**Magnetisability of selenoacrolein across six density functionals**

The magnetisability $\xi$ is the magnetic moment that a unit field induces in one molecule, negative for a diamagnet. The rows below are planar s-trans CH$_2$=CH–CH=Se, a closed-shell singlet at one fixed geometry and basis, so only the functional changes. Values of $\xi$ are in $10^{-30}$ J/T$^2$ and molar susceptibilities $\chi$ in $10^{-6}$ cm$^3$/mol throughout. The anisotropy is the root of half the summed squared differences of the three principal values of $\xi$.

Selenoacrolein (C3H4Se, singlet), computed with PySCF 2.14.0 using GIAO Kohn-Sham DFT with the functional named in each row, the aug-pcSseg-1 basis and density fitting, non-relativistic, gas phase. All rows use one PBE0-D3(BJ)/def2-SVP geometry. The anisotropy is the root of half the summed squared differences of the principal values.

| level | magnetisability (1e-30 J/T^2) | magnetisability anisotropy (1e-30 J/T^2) | susceptibility (1e-6 cm^3/mol) |
| --- | --- | --- | --- |
| HSE06/aug-pcSseg-1 | -624.5 | 659.1 | -37.61 |
| KT1/aug-pcSseg-1 | -624.4 | 645.0 | -37.60 |
| X3LYP/aug-pcSseg-1 | -622.8 | 648.0 | -37.50 |
| OPBE/aug-pcSseg-1 | -598.7 | 699.5 | -36.06 |
| BP86/aug-pcSseg-1 | -594.7 | 704.3 | -35.82 |
| HCTH407/aug-pcSseg-1 | -593.8 | 691.1 | -35.76 |

**1. What is larger, and by how much?**

The susceptibility is the magnetisability in other units, $\chi = N_A(\mu_0/4\pi)\,\xi$, and the two columns agree within rounding. The rows form two clusters: HSE06, KT1 and X3LYP are more diamagnetic, with mean $\xi=-623.9$, and OPBE, BP86 and HCTH407 have mean $-595.7$. The second cluster is thus 4.5 % less diamagnetic than the first, and its mean anisotropy is 7.3 % larger. The division is not hybrid against GGA, because KT1 has no exact exchange and yet sits with the two hybrids.

**2. Why can a functional move the total by several per cent?**

The total is the sum of two parts. The diamagnetic part depends only on the size of the ground-state density, $\xi^{\rm dia}_{aa}=-(e^2/4m)\langle b^2+c^2\rangle$, where $a$, $b$, $c$ are the inertial axes: $a$ long, $b$ in the plane, $c$ normal to it. The paramagnetic part is positive and arises because the field mixes empty orbitals into occupied ones through the angular momentum operator. In the limit of a closed-shell atom, or of a field along a linear molecule, that operator mixes nothing and the diamagnetic part is everything. A bent planar molecule is far from this limit.

With the origin at the centre of mass, the same calculation gives for HSE06 an isotropic $\chi$ made of about $-496$ and $+458$. What the table prints is the small remainder. BP86 has a paramagnetic part higher by 2.03, under half a per cent of that part, while its total differs by 1.80, nearly 5 % of the HSE06 value. The split depends on the origin, so it serves for comparing rows and has no absolute meaning.

**3. Which field direction carries the difference?**

The long axis carries most of it: 74 % of the shift between the cluster means is in $\chi_{aa}$. For BP86 against HSE06 the diamagnetic parts of $\chi_{aa}$ are equal, so the change of 4.08 there is wholly paramagnetic. The tensors of the three less diamagnetic functionals differ from that of HSE06 mainly along a direction within 3° of the C=Se bond, which itself lies 17° from $a$. This also explains the anisotropy column, since the principal value that moves most is the least negative one, and it moves away from the other two.

Direction alone does not single out selenium, because C=C is almost parallel to C=Se in this conformer. The standard picture of a C=Se group does: a field along the bond rotates the in-plane lone-pair p orbital of Se into the out-of-plane p orbital of $\pi^*$, and this is normally the lowest excitation. That assignment is argued here from known chemistry and was not checked against the orbitals. One pair of rows is consistent with this but no proof, since shielding weighs the currents close to the nucleus far more than $\xi$ does: that of Se goes from $-928$ ppm with KT1 to $-1368$ ppm with BP86 at an almost unchanged local diamagnetic part.

**4. How large is the effect of one such orbital pair?**

The perturbation is $\mu_B B\,\hat l$, with $\mu_B$ the Bohr magneton and $\hat l$ in units of $\hbar$. Second order lowers the energy by $\mu_B^2B^2|\langle 0|\hat L|n\rangle|^2/\Delta$, where $\Delta$ is the energy denominator. For a singlet excitation $i\to a$ of a closed shell the squared element is $2|l_{ia}|^2$, and $\xi=-\partial^2E/\partial B^2$ gives another factor of two:

$$\xi^{\rm para}=\frac{4\mu_B^2\,|l_{ia}|^2}{\Delta},\qquad \chi^{\rm para}=129.3\,\frac{|l_{ia}|^2}{\Delta/{\rm eV}} .$$

The limit $|l_{ia}|=1$ is two pure p orbitals on one atom with the field along the bond. Delocalisation of $\pi^*$ over the carbons lowers it, and for a field along $a$ the 17° tilt of the bond takes about a tenth off the square. In a GGA the response to a magnetic field is uncoupled, so $\Delta$ is the orbital-energy difference of the pair, taken here to be the HOMO–LUMO gap. For BP86 against KT1 in that limit, with nothing fitted,

$$129.3\left(\frac{1}{1.380}-\frac{1}{1.452}\right)=129.3\times0.0359\approx4.6 .$$

Unrounded gaps give 4.67. The computed change of the paramagnetic part of $\chi_{aa}$ is 2.86. A gap change of 5 % is therefore enough in size for this pair of functionals, if the squared matrix element is somewhat above one half. It is not enough for OPBE against KT1, where the same limit gives 1.11 and the computed change is 1.46, so something besides this one gap must differ there.

**5. Does the gap then explain the table?**

It orders the four GGAs along $a$ and no more. Their paramagnetic $\chi_{aa}$ rises as the gap falls, in the order KT1, OPBE, HCTH407, BP86. A form $A+B/\text{gap}$ fitted to these four rows leaves OPBE off by 0.51 in a range of 2.86, and over so narrow a span of gaps $A$ and $B$ trade against each other and mean little separately. The Se shielding less its local diamagnetic part is 11 % larger in BP86 than in KT1, twice the change in the inverse gap, so matrix elements or other excitations shift as well. The printed output after this text lists the fits row by row.

The hybrids, which were not fitted, lie 19 (HSE06) and 24 (X3LYP) above that line when their gaps of 2.5 and 3.0 eV are inserted. Response theory says why. With a fraction $c_x$ of exact exchange the diagonal denominator is $\Delta=\varepsilon_a-\varepsilon_i-c_x[(ii|aa)-(ia|ia)]$, where the bracket is the electron–hole attraction less the exchange integral of the pair (in HSE06, whose exact exchange is short-range only, both integrals are screened). At $c_x=0$ this is the gap, and in the Hartree–Fock limit the gap is wide and the full attraction is subtracted again.

Exact exchange thus opens the gap, and the response takes part of the opening back. If the GGA line held for the hybrids too, that part would be most of it: the line would need about 1.5 eV for both hybrids, which for X3LYP implies a bracket of several eV, a reasonable order of magnitude and no more than that. A hybrid orbital gap should not be put into a sum-over-states estimate.

**6. Why does KT1 sit with the hybrids?**

Two effects add along the long axis. KT1 has the widest gap of the GGAs and the lowest paramagnetic $\chi_{aa}$ among them, and it has the largest diamagnetic part of all six rows. Its out-of-plane extent $\langle c^2\rangle$, obtained from the three diamagnetic components and fixed in origin by the molecular plane, is 29.35 bohr$^2$ against 28.51 for OPBE. Relative to OPBE the isotropic shift of 1.55 is diamagnetic, the paramagnetic averages being almost equal. Relative to BP86 both parts contribute, the paramagnetic one somewhat more.

The match with HSE06 is partly cancellation. Along $a$ the two agree within 0.20, but only because a diamagnetic difference of 1.02 offsets a paramagnetic one of 1.22. KT1 is more diamagnetic along $b$ by 1.30 and less so along $c$ by 1.12, and these nearly cancel. Agreement in the isotropic value is therefore no sign that two functionals describe the same tensor, and principal values are the better thing to compare.

**7. What would a lighter chalcogen or relativity change?**

The pair term falls as $1/\Delta$ and its sensitivity to a shift of the gap as $1/\Delta^2$. Sulfur and, more so, oxygen give a wider $n\to\pi^*$ gap, so the model argues for a smaller paramagnetic term along the bond and a narrower spread among functionals; this is untested here. For selenium the calculation is non-relativistic and leaves out spin-orbit coupling. That coupling acts on the same Se p orbitals and low excitations, so a disagreement with a measurement should not be laid on the functional before this, the small basis, the missing vibrational averaging and the restriction to one gas-phase conformer are examined.

**8. Which digits can be trusted?**

The six values of $\chi$ span 1.85, so the first digit is common to all rows and the second already depends on the functional. The division into clusters far exceeds rounding and has an identified direction. Differences in $\xi$ of 0.1 (HSE06, KT1) and 0.9 (BP86, HCTH407) are leftovers of cancelling components and should not be ranked. The four GGA runs, KT1 included, converged without any warning. Tests by the makers of the data on other systems, not on these runs, nevertheless suggest that a large paramagnetic part is uncertain when the gap is small. That applies to all four GGA rows, and to the very part that separates BP86 from HSE06. The stability of the closed-shell state is assumed. The functionals are compared only with one another, which shows a spread of about 5 % and does not say which cluster is nearer the truth.

Numerical output:

```
chi/xi factor 0.060221; rounding allows 0.008; xi in 1e-30 J/T2, chi in 1e-6 cm3/mol
level    gap/eV  chi from xi  minus table  principal values of xi
HSE06    2.527  -37.608  +0.002   [-1030.6  -567.   -276.1]
KT1      1.452  -37.602  -0.002   [-1012.   -591.9  -269.4]
X3LYP    3.031  -37.506  -0.006   [-1021.   -568.5  -278.7]
OPBE     1.434  -36.055  +0.005   [-1018.5  -564.7  -213. ]
BP86     1.380  -35.814  +0.006   [-1014.1  -568.1  -202.1]
HCTH407  1.398  -35.759  +0.001   [-1006.5  -564.9  -210. ]
xi: means -623.90 -595.73, shift +28.17 (4.5 %), spreads 1.70 4.90, full range 30.70
anisotropy: means 650.70 698.30, shift +47.60 (7.3 %), spreads 14.10 13.20, full range 59.30
chi: means -37.57 -35.88, shift +1.69 (4.5 %), spreads 0.11 0.30, full range 1.85
level   dia_aa para_aa dia_iso para_iso <c2>/bohr2 (gauge: centre of mass; 1.188 per bohr2)
HSE06    -103.41 85.66 -496.06 458.45 29.02
KT1      -104.43 86.88 -497.04 459.44 29.35
X3LYP    -103.85 85.90 -496.71 459.21 29.10
OPBE     -102.52 88.34 -495.41 459.36 28.51
BP86     -103.41 89.74 -496.30 460.48 28.89
HCTH407  -103.03 88.93 -496.12 460.36 28.62
chi difference: aa bb cc | iso = dia + para | aa = dia + para
BP86-HSE06: +4.08 +0.31 +1.00 | +1.80 = -0.24 +2.03 | +0.00 +4.08
KT1-HSE06: +0.20 -1.30 +1.12 | +0.01 = -0.98 +0.99 | -1.02 +1.22
BP86-KT1: +3.88 +1.61 -0.12 | +1.79 = +0.75 +1.04 | +1.02 +2.86
OPBE-KT1: +3.37 +1.66 -0.39 | +1.55 = +1.63 -0.08 | +1.91 +1.46
HCTH407-BP86: -0.43 +0.14 +0.45 | +0.05 = +0.17 -0.12 | +0.38 -0.81
cluster shift aa bb cc: +3.77 +0.82 +0.49; share of aa 74 %
one pair with |l|=1: 129.3/gap(eV); GGA fit para_aa = 39.1 + 69.9/gap, B ratio 0.54
GGA gap range 5.1 %, para_aa range 2.86; all-row fit chi = -38.94 + 3.75/gap
level   para_aa minus GGA fit (hybrids not fitted) | chi minus all-row fit (rounding 0.005)
HSE06     +18.89 | -0.15
KT1        -0.35 | -1.24
X3LYP     +23.73 | +0.21
OPBE       +0.51 | +0.27
BP86       -0.01 | +0.41
HCTH407    -0.15 | +0.50
BP86-KT1: gap term at |l|=1 4.67, computed para_aa change 2.86
OPBE-KT1: gap term at |l|=1 1.11, computed para_aa change 1.46
denominator the fit would need: HSE06 1.5, X3LYP 1.5 eV; (gap-that)/0.22 for X3LYP 7 eV
angles/deg: C=Se to a 17, C=Se to C=C 3
xi tensor BP86-HSE06: values [-1.2 16.5 74. ], largest lies 0 deg from C=Se, 17 from a
xi tensor OPBE-HSE06: values [ 2.3 12.1 63.1], largest lies 3 deg from C=Se, 14 from a
xi tensor HCTH407-HSE06: values [ 2.  24.1 66.1], largest lies 0 deg from C=Se, 17 from a
Se shielding less local dia: KT1 -4005, BP86 -4443 ppm, ratio 1.109
BP86/KT1 ratios: Se C_aa 1.131, 1/gap 1.052, para_aa 1.033
```
